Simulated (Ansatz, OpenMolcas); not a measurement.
# How methods differ on SiH3Cl (chlorosilane)

The species is SiH3Cl (5 atoms), meant as a singlet with charge 0. As SMILES, `[SiH3]Cl`. The shape is that of a PBE0-D4/def2-TZVP optimisation.

```xyz
5

Si   -0.1120    0.0186   -0.0309
Cl    1.8383   -0.5135    0.3299
H    -0.9509   -0.4883    1.0791
H    -0.5347   -0.5857   -1.3149
H    -0.1908    1.4954   -0.1047
```

Quantity: the energy change with the Si1–H4 bond stretched from 1.481 to 2.221 Å, in eV. The values are calculated.

```tsv
level	kind	program	value (eV)	less FCI/STO-3G	CPU time (all runs)
HF/STO-3G (restricted)	Hartree–Fock	OpenMolcas	4.11	+1.19	2.8 s
PBE/STO-3G (restricted)	GGA	OpenMolcas	2.91	-0.01	7.5 s
r2SCAN/STO-3G (restricted)	meta-GGA	Ansatz	3.13	+0.21	5.4 s
PBE0/STO-3G (restricted)	global hybrid	Ansatz	3.28	+0.36	2.3 s
CAM-B3LYP/STO-3G (restricted)	range-separated hybrid	Ansatz	3.38	+0.46	2.4 s
RPA@PBE/STO-3G (restricted)	RPA	Ansatz	3.00	+0.08	3.3 s
MP2/STO-3G (restricted)	perturbation theory	Ansatz	3.48	+0.56	0.27 s
CCSDT(Q)/STO-3G (restricted)	coupled cluster or CI	Ansatz	2.92	0.00	0.55 s
CCSDT/STO-3G (restricted)	coupled cluster or CI	Ansatz	2.92	0.00	0.52 s
FCI/STO-3G	exact in the basis	Ansatz	2.92	0.00	1.1 s
```

FCI/STO-3G is exact within its basis and frozen core, so for wave-function methods in that basis the difference is their error; functionals converge differently with the basis, so for them it is only a difference. Spin-restricted single references rise too steeply as a bond breaks, Hartree–Fock most of all. The first shape isn't each level's own minimum. The values span 2.91 to 4.11 eV. All rows use very small basis sets, so even the best lies far from the true value. CPU times are rough (shared hosts, several kinds of processor): they show what a rung costs within a factor of a few.

Correlation lowers the cost of stretching the Si–H bond considerably, from 4.11 eV in Hartree–Fock to 2.92 eV in FCI. As the bond lengthens, the σ and σ* orbitals approach each other in energy and the σ² → σ*² double excitation gains weight, reducing the ionic character forced on the doubly occupied σ orbital. MP2 recovers only about half of this lowering, since a second-order treatment does not capture the growing mixing well. CCSDT already matches FCI to the printed precision, so the quadruples correction has no visible effect here.

Among the functionals, the two hybrids lie above PBE and r2SCAN. This fits the role of semilocal exchange, whose localised hole mimics part of the left–right correlation that exact exchange lacks. r2SCAN also lies above PBE without any exact exchange, so the admixture is not the only factor. PBE's near-coincidence with FCI probably reflects compensating errors rather than a faithful description of the stretched bond. Without a CCSD value, the importance of the triples remains open.
